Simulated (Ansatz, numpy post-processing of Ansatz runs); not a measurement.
# Band gap, valley splitting and electron mass of zincblende SiC under uniaxial strain along [110], r2SCAN

The band edges of zincblende SiC are calculated for strains along [110] between 2.0 per cent compression and 2.0 per cent tension, with the crystal free to relax across the axis. The question is how the gap and the electron mass respond, and how the valence levels at Gamma and the three X valleys separate once cubic symmetry is lost. Films of cubic SiC grown on silicon are usually strained, and some strain sensors rely on the transfer of electrons between valleys. All changes are measured against the unstrained cell relaxed with the same functional, whose Kohn-Sham gap is 1.710 eV. Gaps at this level lie below measured ones, so the changes carry more weight than the absolute values. A measured gap for the unstrained crystal follows further on.

## Set-up

SiC (zincblende), space group 216, 2 atoms in the cell, from the Crystallography Open Database or the Materials Project. The reference is the cell relaxed to zero pressure with this functional (primitive vectors 3.081, 3.081, 3.081 angstrom). A strain is imposed along [110]; the two axes across it are adjusted until their stresses vanish, and ions are relaxed. Ansatz 0.2.0, plane waves with PAW potentials (set ansatz_paw_generated_soft_1), r2SCAN, scalar-relativistic, without spin-orbit coupling, no spin polarisation, no Hubbard U; cutoff 500 eV, self-consistent k meshes 8x8x8. Band extrema were located on a dense mesh in each cell and refined; masses are central differences at 0.008 and 0.03 1/angstrom.

- imposed strain (per cent): axial strain imposed, positive in tension.
- free strain (per cent): resulting strain along the first free axis, normal to the strain axis and to z.
- edges: where the valence-band maximum and the conduction-band minimum lie in the zone.
- band gap (eV): fundamental Kohn-Sham gap, conduction-band minimum minus valence-band maximum.
- electron mass (m_e): electron conductivity mass of the lowest valley, in free-electron masses.
- valence splitting (eV): depth of the next valence level below the valence top, at the same point of the zone, listed up to 0.12 eV.
- next valley (eV): height of the next conduction valley above the lowest one, where one lies within the search window.

## The series

```
member         side         imposed strain (per cent)  free strain (per cent)  edges                                        band gap (eV)  electron mass (m_e)  valence splitting (eV)  next valley (eV)
−2.0 per cent  compression  −2.0                       −0.13                   Gamma to X (2 valleys, oblique to the axis)  1.499          0.288                –                       0.149
−1.5 per cent  compression  −1.5                       −0.10                   Gamma to X (2 valleys, oblique to the axis)  1.555          0.288                –                       0.115
−1.0 per cent  compression  −1.0                       ?                       Gamma to X (2 valleys, oblique to the axis)  ?              ?                    ?                       ?
−0.5 per cent  compression  −0.5                       −0.03                   Gamma to X (2 valleys, oblique to the axis)  1.660          0.288                0.0468                  0.040
+0.0 per cent  compression  0.0                        0.00                    Gamma to X                                   1.710          0.288                –                       –
+0.0 per cent  tension      0.0                        0.00                    Gamma to X                                   1.710          0.288                –                       –
+0.5 per cent  tension      0.5                        0.03                    Gamma to X (1 valley, across the axis)       1.664          0.289                0.0082                  0.042
+1.0 per cent  tension      1.0                        0.06                    Gamma to X (1 valley, across the axis)       1.616          0.290                0.0168                  0.087
+1.5 per cent  tension      1.5                        0.09                    Gamma to X (1 valley, across the axis)       1.567          0.291                0.0255                  0.133
+2.0 per cent  tension      2.0                        0.12                    Gamma to X (1 valley, across the axis)       1.517          0.293                0.0345                  0.181
```

Cells marked ? are withheld until the estimate has been made.

Least-squares fits to the members shown, with x = imposed strain (per cent); R² in the fitted variables, residuals in the unit of y:

```
y                    side         members  fit                         R²    rms residual  leave-one-out rms  standard deviation of y
band gap (eV)        compression  4        y = 1.7114 + 0.10540 x      1.00  0.0015        0.0035             0.096
band gap (eV)        tension      5        y = 1.7114 − 0.096600 x     1.00  0.0011        0.0023             0.076
electron mass (m_e)  compression  4        y = 0.2880 + 4.494×10⁻¹⁷ x  0.00  6.2×10⁻¹⁷     5.6×10⁻¹⁷          0 (fit no better than the mean)
electron mass (m_e)  tension      5        y = 0.2878 + 0.002400 x     0.97  2.8×10⁻⁴      5.7×10⁻⁴           0.0019
```

## Reading the trend

Among the members shown the gap falls with strain of either sign. The mean slopes are (1.710 − 1.499) / 2.0 = 0.106 eV per per cent in compression and (1.710 − 1.517) / 2.0 = 0.097 eV per per cent in tension.

The fall on both sides comes from the splitting of degenerate levels. Whatever the sign of the strain, at least one valence level rises above the mean of its triplet and at least one valley drops below the mean of the three. In tension the crystal contracts along z only, and the single z valley becomes lowest; in compression the other two do.

The sizes can be checked at 0.5 per cent. To first order, reversing the strain inverts the valence triplet, so its full width is 0.0468 + 0.0082 = 0.0550 eV. In tension the valence top then lies (0.0082 + 0.0550) / 3 = 0.021 eV above the mean, and the z valley 2 × 0.042 / 3 = 0.028 eV below its own. The sum, 0.021 + 0.028 = 0.049 eV, is close to the calculated fall of 1.710 − 1.664 = 0.046 eV. In compression the same count gives 0.034 + 0.013 = 0.047 eV, against 1.710 − 1.660 = 0.050 eV. The change of volume therefore has little effect on this gap.

The unequal valence splittings fit a simple picture: the p-like level directed along [110] is pushed up by compression, where it stands alone at the top, and down by tension, which leaves two close levels above it. Spin-orbit coupling, roughly 0.01 eV in SiC, would alter the small splitting in tension noticeably.

At 2.0 per cent the valleys are 0.181 eV apart in tension but 0.149 eV in compression. Shear strain mixes the two lowest conduction states of the z valley and lowers it for either sign of strain, which widens the first separation and narrows the second. The same mixing may contribute to the rise of the electron mass in tension, from 0.288 to 0.293 m_e, but that rise is nearly proportional to the strain, so a first-order change of the z valley probably matters too. The mass of the other two valleys, lowest in compression, stays at 0.288 m_e.

## Prediction

Plain estimates from the members shown:

- −1.0 per cent (compression), fit at x = −1.0: 1.606 eV
- −1.0 per cent (compression), straight-line interpolation between −1.5 per cent and −0.5 per cent: w = (−1.0 − (−1.5)) / (−0.5 − (−1.5)) = 0.500, so 1.555 + 0.500 × (1.660 − 1.555) = 1.607 eV

The member at −1.0 per cent has the same pair of lowest valleys as its neighbours on the compression side, so no change of band edge disturbs the interpolation. The straight-line fit is the weaker estimate, because the gap falls faster as compression grows: by 0.100 eV per per cent up to −0.5 per cent, and by 0.112 eV per per cent between −1.5 and −2.0 per cent. A chord between the two neighbours also lies slightly below such a curve.

The four compression members lie symmetrically about −1.0 per cent, which allows the curvature to be included. The inner pair averages (1.660 + 1.555) / 2 = 1.6075 eV and the outer pair (1.710 + 1.499) / 2 = 1.6045 eV. The outer pair is twice as far from the centre, so curvature lowers its average four times as much as that of the inner pair. The difference between the averages is then three times the amount by which the inner average falls below the value at the centre: 1.6075 + (1.6075 − 1.6045) / 3 = 1.6085 eV.

The same route can be tried at +1.0 per cent. There the averages are (1.664 + 1.567) / 2 = 1.6155 eV and (1.710 + 1.517) / 2 = 1.6135 eV, which gives 1.6155 + (1.6155 − 1.6135) / 3 = 1.6162 eV against the tabulated 1.616 eV.

Rounding of the four entries and of the withheld value to 0.001 eV contributes a standard deviation of about 0.0004 eV, and the miss in the trial is smaller than that. The error is rounded up to 0.0005 eV because the stresses in the strained cells were converged rather loosely.

**Committed estimate, −1.0 per cent (compression): band gap = 1.6085 ± 0.0005 eV.**

## The withheld result

```
member         side         imposed strain (per cent)  free strain (per cent)  edges                                        band gap (eV)  electron mass (m_e)  valence splitting (eV)  next valley (eV)
−1.0 per cent  compression  −1.0                       −0.06                   Gamma to X (2 valleys, oblique to the axis)  1.609          0.288                0.0962                  0.079
```

```
member                       estimate       band gap (eV)  computed  estimate − computed  miss in error bars
−1.0 per cent (compression)  committed      1.609          1.609     0.000                1.0
−1.0 per cent (compression)  fit            1.606          1.609     −0.003
−1.0 per cent (compression)  interpolation  1.607          1.609     −0.002
```

The calculated gap at −1.0 per cent is 1.609 eV. The estimate of 1.6085 eV lies 0.0005 eV below it, at the edge of its error bar and within the rounding of the tabulated value. It did better than the interpolation and the straight-line fit, which fell 0.002 and 0.003 eV short because neither allows for the bend of the series.

The new row also bears on the cause of that bend. From −0.5 to −1.0 per cent the valence splitting grows by a factor of 0.0962 / 0.0468 = 2.06, slightly more than the strain does, which suggests that the valence top moves up a little faster than in proportion. This has the right sign to steepen the fall of the gap in compression.

The valley separations support the mixing of conduction states by shear. Half the difference between tension and compression is (0.087 − 0.079) / 2 = 0.004 eV at 1.0 per cent and (0.181 − 0.149) / 2 = 0.016 eV at 2.0 per cent. It grows fourfold when the strain doubles, as a shift quadratic in strain should, although other second-order terms may contribute.

## Departures from the trend

Least-squares fits to the whole series, with x = imposed strain (per cent); R² in the fitted variables, residuals in the unit of y:

```
y                    side         members  fit                         R²    rms residual  leave-one-out rms  standard deviation of y
band gap (eV)        compression  5        y = 1.712 + 0.1054 x        1.00  0.0018        0.0037             0.083
band gap (eV)        tension      5        y = 1.7114 − 0.096600 x     1.00  0.0011        0.0023             0.076
electron mass (m_e)  compression  5        y = 0.2880 + 6.823×10⁻¹⁷ x  0.00  7.9×10⁻¹⁷     1.7×10⁻¹⁶          0 (fit no better than the mean)
electron mass (m_e)  tension      5        y = 0.2878 + 0.002400 x     0.97  2.8×10⁻⁴      5.7×10⁻⁴           0.0019
```

Largest departures from the fit to the whole series:

```
member         side         band gap (eV)  fit    computed − fit  in rms residuals
−1.0 per cent  compression  1.609          1.607  +0.002          1.3
+0.0 per cent  tension      1.710          1.711  −0.001          1.3
−2.0 per cent  compression  1.499          1.501  −0.002          1.2
+0.0 per cent  compression  1.710          1.712  −0.002          1.1
```

No member stands out: the largest departures from the straight lines are about 0.002 eV, or 1.3 rms residuals. On the compression side their signs form a pattern, with the two ends below the line and the member at −1.0 per cent above it, which is what a straight line leaves when it is laid through a gently bent series.

## Measured values

```
member         quantity       measured  computed, tension  computed − measured  conditions                                                                                       source
+0.0 per cent  band gap (eV)  2.4       1.710              −0.690               indirect gap; literature value; measurement temperature and method not stated; literature value  [1]
```

Sources:

[1] "Insight into the structural, elastic and electronic properties of a new orthorhombic 6O-SiC polytype" (2020, PubMed Central 7200658)

Only the unstrained crystal has a measured gap here. The calculated 1.710 eV lies 0.690 eV below the measured 2.4 eV, an error of 0.690 / 2.4 = 29 per cent. The response to strain is therefore not tested against experiment by this comparison.

The main cause is the functional. Semilocal Kohn-Sham gaps are too small, and r2SCAN reduces this error without removing it. Lattice vibrations, absent from the calculation, would lower the calculated gap by roughly 0.1 to 0.2 eV even at zero temperature, so including them would widen the disagreement. Spin-orbit coupling would also lower it, but only by a few thousandths of an eV.

The measured value carries some doubt of its own, since neither temperature nor method is stated. An optical threshold can lie below the true gap by the binding energy of the exciton, a few hundredths of an eV, and warming lowers the gap further. Both corrections would raise the reference value, so neither can explain why the calculated gap is too small.

## Rules of thumb and their limits

Between −2.0 and +2.0 per cent along [110], the calculated gap falls by about 0.1 eV per per cent of strain of either sign. A new member on one side can be interpolated to about 0.002 eV, but not across zero, where the slope changes sign: the mean of the gaps at −0.5 and +0.5 per cent is (1.660 + 1.664) / 2 = 1.662 eV, which misses the unstrained gap by 0.048 eV.

For devices the valley separation matters as much. At 1.0 per cent tension it is 0.087 eV, or 0.087 / 0.026 = 3.3 times the thermal energy at room temperature. With equal densities of states in the three valleys and few carriers, the lowest valley then holds 1 / (1 + 2 × exp(−3.3)) = 0.93 of the electrons, against one third without strain.

Of the errors in the gap, only that of the functional, which makes the gap too small by roughly 0.7 eV or more, exceeds the 0.211 eV spanned by the table.

[Logs are printed without paths, hosts, clocks, repeated set-up lines and the standing remarks that a program may print on its own settings, such as how far it seeks lower states.]

[On method and selection: In some or all of these runs the check for a lower neighbouring minimum or state was switched off (adjacent_minimum: false), so a lower one is not excluded. A blank cell means that the quantity is not defined for the row (degenerate or flat band, gap under 0.12 eV, no such level or valley in the search window, times from unlike processors), was not computed, or did not pass its check. Runs that did not converge, have known faults or may not be shown are not listed, and runs on Ansatz's PAW sets soft_1 and soft_2 are kept to separate tables.]
